Question

I ran the levels of the free potassium atom with Dirac-Fock, LDA and PBE, and I am not sure which numbers to believe.

Calculated values. Binding energies of the free K atom ([Ar] 4s1) from the vacuum level by ΔSCF, radial B-spline Dirac-Fock and Dirac-Kohn-Sham solver, Fermi nucleus. Dirac-Fock is averaged over the configuration; LDA (Slater exchange, VWN correlation) and PBE are spherical, without spin polarisation, Breit or QED terms. The screened hole has one extra valence electron; measured edges are of the metal, from its Fermi level.

```
shell  Dirac-Fock ΔSCF with Breit and QED (eV)  Breit and QED part of it (eV)  LDA ΔSCF less Dirac-Fock (eV)  LDA: ΔSCF less (−ε) (eV)  PBE ΔSCF less Dirac-Fock (eV)  PBE: ΔSCF less (−ε) (eV)  Dirac-Fock, screened hole (eV)  measured edge (eV)
    K                                   3614.0                          -4.01                            5.8                     108.7                           16.9                     109.1                          3609.0              3608.4
   L1                                    386.1                          -0.24                          -14.6                      19.3                          -13.5                      19.2                           381.1               378.6
   L2                                    303.1                          -0.22                            0.6                      21.9                            0.7                      21.8                           298.1               297.3
   L3                                    300.3                          -0.12                            0.4                      21.7                            0.4                      21.7                           295.3               294.6
   M2                                     24.0                          -0.01                            1.2                       6.1                            1.2                       6.1                             n/a                 n/a
   M3                                     23.7                           0.00                            1.2                       6.1                            1.1                       6.1                             n/a                 n/a
   N1                                      4.0                           0.00                            0.4                       2.0                            0.3                       2.0                             n/a                 n/a
```

The Kohn-Sham eigenvalue of the K shell is more than 100 eV away from the ΔSCF value of the same functional. LDA ΔSCF follows Dirac-Fock closely at L2 and L3 and then drops far below it at L1, and PBE seems worse than LDA at K. Which method fails where, how would I have spotted it from the numbers alone, and what is the reason in each case?

Answer

These are separate failures with separate causes. ΔSCF means the total energy of the relaxed ion with a hole in the shell less that of the neutral atom, ε is the Kohn-Sham eigenvalue of the shell in the neutral atom, and the rows are the holes 1s (K), 2s (L1), 2p1/2 and 2p3/2 (L2, L3), 3p1/2 and 3p3/2 (M2, M3) and 4s (N1).

Two corrections are needed before any comparison. The functional values lack the Breit and QED terms, so the fair difference from Dirac-Fock is the difference column plus the Breit and QED column. At K this turns LDA's 5.8 eV into 5.8 − 4.0 = 1.8 eV and PBE's 16.9 eV into 12.9 eV. At L1 it changes −14.6 to −14.8 eV, so those terms do not explain that row. The other correction concerns the measured edges (tables of xraydb and xraylib), which belong to the metal and count from the Fermi level. The 5.6 to 7.5 eV by which free-atom Dirac-Fock exceeds them is therefore for the most part not an error of the method. The screened hole removes 5.0 eV of it in all four rows. That shift is the energy gained when an extra 4s electron binds to the core-ionised atom, and from so far out any core hole looks like one more nuclear charge. Being uniform, it explains no trend between shells, and it drops out of intervals such as L1 − L3.

The eigenvalue. The column "ΔSCF less (−ε)" is positive in every row, so −ε is always too small: 3511.1 eV against 3619.8 eV at K, and 2.4 against 4.4 eV at N1. Relative to the LDA ΔSCF value the gap runs from 3.0% at K through about 7% at L2 and L3 to about 45% at N1. PBE moves it by 0.4 eV at most. It is tempting to call it relaxation, but the sign rules that out. The Dirac-Fock runs give a frozen-orbital (Koopmans) value of 3651.2 eV for K and a relaxation of −33.2 eV: letting the other electrons contract can only lower the ion and so reduce the binding energy. In LDA the relaxed value lies above −ε.

Janak's theorem locates the cause. With n the occupation of the orbital, ε = dE/dn. If E is quadratic in n with curvature U = dε/dn, removing one electron from the full orbital costs

ΔSCF = −ε + U/2

and the eigenvalue at half occupation equals −ΔSCF. The LDA runs bear this out: the half-occupied eigenvalues reproduce ΔSCF within 0.2 eV in every shell, at most 1.5% of the gap. So the numbers show that the gap is a curvature of E(n). What makes the curvature has to be argued.

A small charged metal sphere is a fair picture. Its energy is Q²/2C for charge Q and capacitance C, and taking off a whole charge e costs an amount that differs by e²/2C from the potential before removal times e. The Hartree energy treats an orbital in just this way, as a smeared charge that repels itself, with the Slater integral F0 (the Coulomb repulsion of the orbital's density with itself) in the place of e²/C. The picture ends there. A real electron does not repel itself, and in Hartree-Fock the self-exchange cancels F0/2 exactly, leaving only relaxation and hence the opposite sign. The sphere also has a fixed size, whereas the atom rearranges, and it knows nothing of exchange between orbitals. Local exchange goes as ρ^(4/3), which stays nearly linear in the share of the total density ρ that one electron carries, even for 1s where that share is almost half, so it takes back only a small part X of the curvature:

gap ≈ F0/2 + X + R

Here X is negative and R is the negative relaxation energy. I evaluated F0 and X with hydrogenic orbitals screened by Slater's rules and orthogonalised, and borrowed R from Dirac-Fock; nothing is fitted. For a 1s orbital F0 = (5/8) Zeff hartree with Zeff = 19 − 0.3 = 18.7, so F0 = (5/8) × 18.7 × 27.21 eV = 318 eV and F0/2 = 159.0 eV. The integral for X gives −15.5 eV and R is −33.2 eV. The sum 159.0 − 15.5 − 33.2 is about 110 eV, 2% above the 108.7 eV of the table.

The L rows come out within 9% of the table, and in the right order: L1 has the smaller gap (19.3 against 21.7 eV at L3) although it is bound more deeply, because the 2s density, with its node and larger mean radius, repels itself less than 2p does. That order is reversed at n = 3, where the same LDA run gives 6.7 eV for 3s against 6.1 eV for 3p. For M2 and M3 the estimate was made without R and is 12% high, the direction that omission implies. At N1 it fails, 0.8 against 2.0 eV, most likely because a hydrogenic 4s with Slater's charge is far too diffuse for an orbital that penetrates the core. A power law, gap = 0.89 B^0.57 in eV with B the LDA ΔSCF value, fitted by least squares in the logarithms to all seven rows, does as well or better at L2, L3, M and N1, but it misses K by 16% and L1 by 31%. The miss at L1 is unavoidable, for no rising function of B can put L1 below L2. Size of the orbital is what counts. For a given core shell in a neighbouring element F0 grows roughly as the screened charge and the binding energy as its square, so the gap grows in eV and shrinks in per cent. Only for the outermost level does theory demand that the exact −ε equal the ionisation energy; there LDA's is about 45% below the measured 4.34 eV listed with the runs.

LDA and PBE ΔSCF at L1. Taking an energy difference includes the U/2, and LDA then lies 0.3 to 1.8 eV above Dirac-Fock in six rows. L1 is the only row with a negative sign, −14.8 eV in LDA and −13.7 eV in PBE. No Dirac-Fock value is needed to see that something is wrong: the free-atom LDA value of 371.5 eV is 7.1 eV below the edge of the metal, while K, L2 and L3 lie 6 to 11 eV above theirs. The cleanest test is the L1 − L3 interval, measured 84.0 eV, Dirac-Fock 85.8, LDA 70.7 and PBE 71.8 with Breit and QED added. Most of the discrepancy is thus the functional's. It is also present before any hole is made, for the LDA eigenvalues differ by 73.2 eV and the Koopmans values by 397.4 − 312.6 = 84.8 eV. That comparison is not quite like for like, since −ε lacks the curvature term, but the term is smaller for 2s than for 2p and adding it narrows the LDA interval further. Relaxation is not the source, for the Dirac-Fock values at L1 and L3 are −11.1 and −12.2 eV, and neither is the missing spin polarisation of the hole, which would lower the ion and shrink the L1 binding further.

The argument runs through the exchange that an electron loses on removal. In exact exchange a 2s electron has three 2p partners of its own spin. The product of a 2s and a 2p orbital is a dipole distribution in one region of space, and each partner contributes G1/3, where G1 is the dipole exchange integral, some tens of eV here; together they give G1. A 2p electron has one such 2s partner, worth G1/3, and two 2p partners coupled through the weaker quadrupole integral. Counting self-exchange and the other shells as well, the 2s electron ends up losing more than the 2p. Local exchange cannot count partners by angular momentum. It assigns an energy by the total density where the orbital lies, and 2s, reaching a little further out into thinner density, loses less than 2p. With the same hydrogenic orbitals the two schemes order 2s and 2p oppositely, and local less exact is negative and of order ten eV for 2s while it stays small for every other orbital of the table. Sign, size and the singling out of L1 agree with the table. Orbitals this crude, with one screening for 2s and 2p and no correlation, support the mechanism without proving it, and they cannot say how much of the difference comes from exact exchange favouring 2s and how much from local exchange disfavouring it. A gradient correction is still local in this sense, which fits PBE recovering only about 1 eV. An s hole beneath a filled p shell of the same n should be underbound in neighbouring atoms too; that the error recurs at 3s, smaller in eV because the orbitals are larger, is my guess.

PBE at K. The K − L3 interval is 3313.8 eV measured, 3313.7 in Dirac-Fock, 3315.2 in LDA and 3326.3 in PBE. The PBE excess of 12.5 eV over the measured interval is only 0.4% of it, but PBE and LDA agree within 0.1 eV in the five rows from L2 outwards, so the 11.1 eV between them at K is specific to 1s. Before blaming PBE, look at the settings. The hole leaves one 1s electron, which is here treated as half spin-up and half spin-down, and that gives the ion too little exchange and raises the binding energy. LDA also gives the closed 1s pair of the atom too little exchange, which lowers it. A gradient correction repairs much of the second error and would expose the first. I regard this as a plausible guess that these runs cannot confirm. The first error is not small: full polarisation raises the local exchange of a lone electron by the factor 2^(1/3), about a quarter, and for a 1s electron whose exact self-exchange is F0/2 = 159.0 eV that points to tens of eV, more than the whole 12.9 eV excess. If this is right, LDA's 1.8 eV at K is a cancellation and the PBE excess an artefact of the unpolarised hole; with a polarised hole both functionals would be expected below Dirac-Fock, with PBE the nearer, so this row does not rank LDA above PBE.

Dirac-Fock. The screened values exceed the edges by 0.6, 0.8 and 0.7 eV at K, L2 and L3 and by 2.5 eV at L1. The common part mixes missing correlation with the crudeness of one extra atomic electron as a model of a metal, and the table cannot separate the two. The additional 1.8 eV at L1 over L3 has a standard cause: a 2s hole mixes with Coster-Kronig configurations, a 2p hole with a further outer electron excited or ejected, which lowers its energy and which a single configuration omits. This accounts for a small part of the distance between LDA and Dirac-Fock at L1; with Breit, QED and the Dirac-Fock shift of 5.0 eV carried over, LDA is still 12.3 eV below the edge.

In the outer shells the roles change. At N1 Dirac-Fock gives 4.0 eV against the measured 4.34, because the 4s electron polarises the argon-like core and gains correlation energy that the method lacks. LDA's 4.40 eV looks excellent, but spin polarisation would stabilise the 4s¹ atom and not the closed-shell K⁺, raising that value, so part of the agreement is luck. At M2 and M3 the functionals lie about 1.2 eV, or 5%, above Dirac-Fock, a sign that missing correlation would also produce. These are averages over the 3p⁵4s¹ configuration, not multiplet levels, and which method is nearer the truth there stays open. The L2 − L3 spin-orbit interval is 2.7 eV measured and 2.8 to 3.0 eV in every method, the LDA eigenvalues included; the two levels share nearly the same density, so the errors above cancel, and what remains is close to the 0.1 eV steps of the table.

To check a set like this, compare −ε with ΔSCF or with the half-occupied eigenvalue in each shell, add Breit and QED and repeat the hole with spin polarisation before judging a K level, and use intervals between core levels wherever a free atom meets a measured edge. Good agreement at 2p, as here, says nothing about 2s or 1s.
